**Hand estimates for the valence levels of Ge³⁺**

The table holds removal energies, correlation, Breit and QED shifts, mean radii and quantum defects of six valence states outside the [Ar]3d¹⁰ core, from frozen-core Dirac-Hartree-Fock with second-order, Brueckner and screened correlation. The program tests E = 16 Ry/(n − δ)² with one defect per l and a correlation shift C/n*³, and compares them with Slater's rules and with point polarisation of the core. Three averaged defects reproduce the calculated totals within 1.5 %, while carrying the 4s defect to 5s errs by about 2.4 %. The constant C = 12 eV gives the screened shifts within 17 %, though a free exponent comes out near 3.6. Slater's rules work for 4s alone, and point polarisation at the mean radius yields 14 to 74 % of the shift. The output also splits the doublets into parts and sets each level of theory against the NIST value for 4s.

Ge3+ (Z = 32), one electron outside the closed core [Ar] 3d10, calculated with B-spline many-body code 1: no-pair Dirac-Coulomb, frozen-core Dirac-Hartree-Fock (DHF), then Brueckner orbitals from a second-order or RPA-screened correlation potential. Shifts add to the DHF removal energy; the nuclear rms radius is 4.0742 fm.

## Analysis program

```python
# Table: valence removal energies of Ge3+ (one electron outside [Ar]3d10), B-spline many-body code, frozen-core
# Dirac-Hartree-Fock plus second-order / Brueckner / screened correlation, Breit and QED shifts (eV), radii, defects.
# Tested: E = 16 Ry/(n-defect)^2 with one defect per l; correlation shift = C/n*^3; Slater's rules; point polarisation.
T = {
    'state': ['4s1/2', '5s1/2', '4p1/2', '4p3/2', '4d3/2', '4d5/2'],
    'state_removal_dhf_ev': [44.526, 20.692, 34.763, 34.437, 21.74, 21.707],  # eV
    'state_second_order_shift_ev': [1.22, 0.3373, 0.8612, 0.8328, 0.3011, 0.2992],  # eV
    'state_brueckner_second_order_shift_ev': [1.246, 0.3398, 0.8832, 0.8538, 0.3087, 0.3069],  # eV
    'state_screened_shift_ev': [1.143, 0.3018, 0.8472, 0.8217, 0.337, 0.3345],  # eV
    'state_breit_shift_ev': [-0.01313, -0.004003, -0.01674, -0.009853, -0.001421, 0.000336],  # eV
    'state_qed_shift_ev': [-0.01253, -0.003707, 0.0005009, -0.0002517, 0.0002836, 0.0001688],  # eV
    'state_mean_radius': [1.874, 3.952, 2.158, 2.181, 3.03, 3.037],  # bohr
    'state_quantum_defect': [1.816, 1.779, 1.527, 1.515, 0.8598, 0.8574],
}
import numpy as np
from scipy.constants import physical_constants as pc, alpha as fs
st = list(T['state']); g = lambda k: np.array(T['state_' + k], float)
dhf, s2, br, sc = g('removal_dhf_ev'), g('second_order_shift_ev'), g('brueckner_second_order_shift_ev'), g('screened_shift_ev')
bt, qe, r, qd = g('breit_shift_ev'), g('qed_shift_ev'), g('mean_radius'), g('quantum_defect')
n = np.array([int(s[0]) for s in st]); l = np.array(['spd'.index(s[1]) for s in st]); ix = {s: i for i, s in enumerate(st)}
Ry = pc['Rydberg constant times hc in eV'][0]; Rcm = pc['Rydberg constant'][0]/100; cm = Rcm/Ry
Z, Zc = 32, 4; R = Zc**2*Ry
nist, pol = 45.7155, 0.762845  # further outputs of the run: NIST 4s value (eV), core polarisability (bohr^3)
dbl = {'4p': (2626.67, 2782.76), '4d': (269.877, 276.826)}  # further outputs: doublets, DHF and correlated (1/cm)
row = lambda a, f: '  '.join(s + ' ' + f % x for s, x in zip(st, a))
tot = dhf + sc + bt + qe; ns = np.sqrt(R/tot); nd = np.sqrt(R/dhf); a, b = ix['4s1/2'], ix['5s1/2']
print('16 Ry = %.2f eV; rounding of table: 0.0005 eV in DHF = %.1f 1/cm, 0.0005 in s, p defects' % (R, 5e-4*cm))
print('total = DHF+screened+Breit+QED; defects recomputed from it differ by at most %.4f' % abs(n - ns - qd).max())
dl = np.array([round(qd[l == k].mean(), 2) for k in range(3)]); e1 = R/(n - dl[l])**2
print('Rule 1, E = 16 Ry/(n-defect)^2, mean defects s %.2f p %.2f d %.2f' % tuple(dl))
zs = np.where((n == 4) & (l < 2), Z - 18*0.85 - 10, Zc); sl = Ry*(zs/np.where(n == 4, 3.7, 4.0))**2
print('state total/eV n* | rule 1/eV err% | Slater Zeff E/eV err% | no defect/eV')
for i, s in enumerate(st):
    print('%s %.3f %.3f | %.2f %+.1f | %.1f %.1f %+.0f | %.1f' % (s, tot[i], ns[i], e1[i], 100*(e1[i]/tot[i]-1), zs[i], sl[i], 100*(sl[i]/tot[i]-1), R/n[i]**2))
print('rule 1 worst row: %s; defect 4s minus 5s %.3f' % (st[np.argmax(abs(e1/tot-1))], qd[a] - qd[b]))
for nm, d in (('calculated', n[a] - ns[a]), ('NIST', 4 - np.sqrt(R/nist))):
    e = R/(5 - d)**2; print('5s from %s 4s defect %.3f: %.2f eV, error %+.2f eV (%+.1f%%)' % (nm, d, e, e - tot[b], 100*(e/tot[b]-1)))
print('eV per 0.01 of defect:', row(0.02*tot/ns, '%.2f'))
for nm, x in (('total', ns), ('DHF', nd)):
    rr = (3*x**2 - l*(l+1))/(2*Zc); print('radius, n* %s, bohr:' % nm, row(rr, '%.2f')); print('   err%:', row(100*(rr/r-1), '%+.1f'))
c = sc*nd**3; C = round(c.mean()); m = C/nd**3
print('Rule 2, shift = C/n*(DHF)^3: mean C %.2f eV, used %d eV = added defect %.4f' % (c.mean(), C, C/(2*R)))
print('state n*DHF n*^3 | screened % of DHF, shift*n*^3 | rule/eV err/eV err% | err% with level left out')
for i, s in enumerate(st):
    o = np.array([t[:2] != s[:2] for t in st])
    print('%s %.3f %.2f | %.2f %.2f | %.3f %+.3f %+.0f | %+.0f' % (s, nd[i], nd[i]**3, 100*sc[i]/dhf[i], c[i], m[i], m[i]-sc[i], 100*(m[i]/sc[i]-1), 100*(c[o].mean()/c[i]-1)))
print('rule 2 worst: %s in %%, %s in eV; DHF+rule vs total within %.2f%%' % (st[np.argmax(abs(m/sc-1))], st[np.argmax(abs(m-sc))], 100*abs((dhf+m)/tot-1).max()))
print('Brueckner 2nd order shift*n*^3/eV:', row(br*nd**3, '%.1f'))
print('screened / Brueckner 2nd order:', row(sc/br, '%.3f'))
p = -np.polyfit(np.log(nd), np.log(sc), 1)[0]; pb = -np.polyfit(np.log(nd), np.log(br), 1)[0]
print('free exponent: screened %.2f, Brueckner %.2f; screened 4s to 5s alone %.2f' % (p, pb, np.log(sc[a]/sc[b])/np.log(nd[b]/nd[a])))
pp = pol/(2*r**4)*2*Ry
print('alpha/(2<r>^4)/eV:', row(pp, '%.3f')); print('   ratio to screened:', row(pp/sc, '%.2f'))
d = ix['4d3/2']; r4 = Zc**4*(3*nd[d]**2 - 6)/(2*nd[d]**5*1.5*2*2.5*3*3.5)
print('4d3/2 with hydrogenic <r^-4>: %.2f eV, ratio to screened %.1f' % (pol*r4*Ry, pol*r4*Ry/sc[d]))
print('cut-off radius implied by C and alpha: %.1f bohr (order of size only)' % ((pol/(5*np.pi*np.sqrt(2*Zc))/(C/(2*R)))**0.4))
print('Breit+QED/eV:', row(bt + qe, '%+.4f'), '(5s outside stated range)')
for k, u, v, L in (('4p', '4p1/2', '4p3/2', 1), ('4d', '4d3/2', '4d5/2', 2)):
    i, j = ix[u], ix[v]; unit = fs**2*Rcm*Zc**2/(((ns[i]+ns[j])/2)**3*L*(L+1))
    print('%s doublet 1/cm: DHF %.0f, correlated %.0f; screened %+.0f, Breit %+.0f, QED %+.0f' % (k, *dbl[k], (sc[i]-sc[j])*cm, (bt[i]-bt[j])*cm, (qe[i]-qe[j])*cm))
    print('   Lande: inner charge 32 gives %.0f 1/cm; implied inner charge %.1f' % (unit*Z**2, np.sqrt(dbl[k][1]/unit)))
print('4s minus NIST %.3f eV (Breit+QED added except first):' % nist)
x = dhf[a] + bt[a] + qe[a] - nist
print('   DHF alone %+.3f, 2nd order %+.3f, Brueckner %+.3f, screened %+.3f' % (dhf[a]-nist, x+s2[a], x+br[a], x+sc[a]))
print('   DHF+rule 2 %+.3f; without Breit+QED: rule 1 %+.2f, Slater %+.2f' % (x+m[a], e1[a]-nist, sl[a]-nist))
assert abs(n - ns - qd).max() < 1e-3
assert qd[l == 0].min() > qd[l == 1].max() and qd[l == 1].min() > qd[l == 2].max() and qd[a] > qd[b]
assert 2.5 < p < 4.5
assert (sc[l < 2] < br[l < 2]).all() and (sc[l == 2] > br[l == 2]).all()
```

Output:

```
16 Ry = 217.69 eV; rounding of table: 0.0005 eV in DHF = 4.0 1/cm, 0.0005 in s, p defects
total = DHF+screened+Breit+QED; defects recomputed from it differ by at most 0.0003
Rule 1, E = 16 Ry/(n-defect)^2, mean defects s 1.80 p 1.52 d 0.86
state total/eV n* | rule 1/eV err% | Slater Zeff E/eV err% | no defect/eV
4s1/2 45.643 2.184 | 44.98 -1.5 | 6.7 44.6 -2 | 13.6
5s1/2 20.986 3.221 | 21.26 +1.3 | 4.0 13.6 -35 | 8.7
4p1/2 35.594 2.473 | 35.39 -0.6 | 6.7 44.6 +25 | 13.6
4p3/2 35.249 2.485 | 35.39 +0.4 | 6.7 44.6 +27 | 13.6
4d3/2 22.076 3.140 | 22.08 +0.0 | 4.0 15.9 -28 | 13.6
4d5/2 22.042 3.143 | 22.08 +0.2 | 4.0 15.9 -28 | 13.6
rule 1 worst row: 4s1/2; defect 4s minus 5s 0.037
5s from calculated 4s defect 1.816: 21.47 eV, error +0.49 eV (+2.3%)
5s from NIST 4s defect 1.818: 21.50 eV, error +0.51 eV (+2.4%)
eV per 0.01 of defect: 4s1/2 0.42  5s1/2 0.13  4p1/2 0.29  4p3/2 0.28  4d3/2 0.14  4d5/2 0.14
radius, n* total, bohr: 4s1/2 1.79  5s1/2 3.89  4p1/2 2.04  4p3/2 2.07  4d3/2 2.95  4d5/2 2.95
   err%: 4s1/2 -4.6  5s1/2 -1.6  4p1/2 -5.3  4p3/2 -5.3  4d3/2 -2.7  4d5/2 -2.7
radius, n* DHF, bohr: 4s1/2 1.83  5s1/2 3.95  4p1/2 2.10  4p3/2 2.12  4d3/2 3.01  4d5/2 3.01
   err%: 4s1/2 -2.2  5s1/2 -0.2  4p1/2 -2.8  4p3/2 -2.8  4d3/2 -0.8  4d5/2 -0.9
Rule 2, shift = C/n*(DHF)^3: mean C 11.72 eV, used 12 eV = added defect 0.0276
state n*DHF n*^3 | screened % of DHF, shift*n*^3 | rule/eV err/eV err% | err% with level left out
4s1/2 2.211 10.81 | 2.57 12.36 | 1.110 -0.033 -3 | -6
5s1/2 3.244 34.12 | 1.46 10.30 | 0.352 +0.050 +17 | +17
4p1/2 2.502 15.67 | 2.44 13.28 | 0.766 -0.081 -10 | -17
4p3/2 2.514 15.89 | 2.39 13.06 | 0.755 -0.067 -8 | -16
4d3/2 3.164 31.69 | 1.55 10.68 | 0.379 +0.042 +12 | +15
4d5/2 3.167 31.76 | 1.54 10.62 | 0.378 +0.043 +13 | +15
rule 2 worst: 5s1/2 in %, 4p1/2 in eV; DHF+rule vs total within 0.27%
Brueckner 2nd order shift*n*^3/eV: 4s1/2 13.5  5s1/2 11.6  4p1/2 13.8  4p3/2 13.6  4d3/2 9.8  4d5/2 9.7
screened / Brueckner 2nd order: 4s1/2 0.917  5s1/2 0.888  4p1/2 0.959  4p3/2 0.962  4d3/2 1.092  4d5/2 1.090
free exponent: screened 3.62, Brueckner 3.86; screened 4s to 5s alone 3.48
alpha/(2<r>^4)/eV: 4s1/2 0.842  5s1/2 0.043  4p1/2 0.479  4p3/2 0.459  4d3/2 0.123  4d5/2 0.122
   ratio to screened: 4s1/2 0.74  5s1/2 0.14  4p1/2 0.56  4p3/2 0.56  4d3/2 0.37  4d5/2 0.36
4d3/2 with hydrogenic <r^-4>: 1.28 eV, ratio to screened 3.8
cut-off radius implied by C and alpha: 0.8 bohr (order of size only)
Breit+QED/eV: 4s1/2 -0.0257  5s1/2 -0.0077  4p1/2 -0.0162  4p3/2 -0.0101  4d3/2 -0.0011  4d5/2 +0.0005 (5s outside stated range)
4p doublet 1/cm: DHF 2627, correlated 2783; screened +206, Breit -56, QED +6
   Lande: inner charge 32 gives 3142 1/cm; implied inner charge 30.1
4d doublet 1/cm: DHF 270, correlated 277; screened +20, Breit -14, QED +1
   Lande: inner charge 32 gives 515 1/cm; implied inner charge 23.5
4s minus NIST 45.715 eV (Breit+QED added except first):
   DHF alone -1.189, 2nd order +0.005, Brueckner +0.031, screened -0.072
   DHF+rule 2 -0.105; without Breit+QED: rule 1 -0.74, Slater -1.10
```
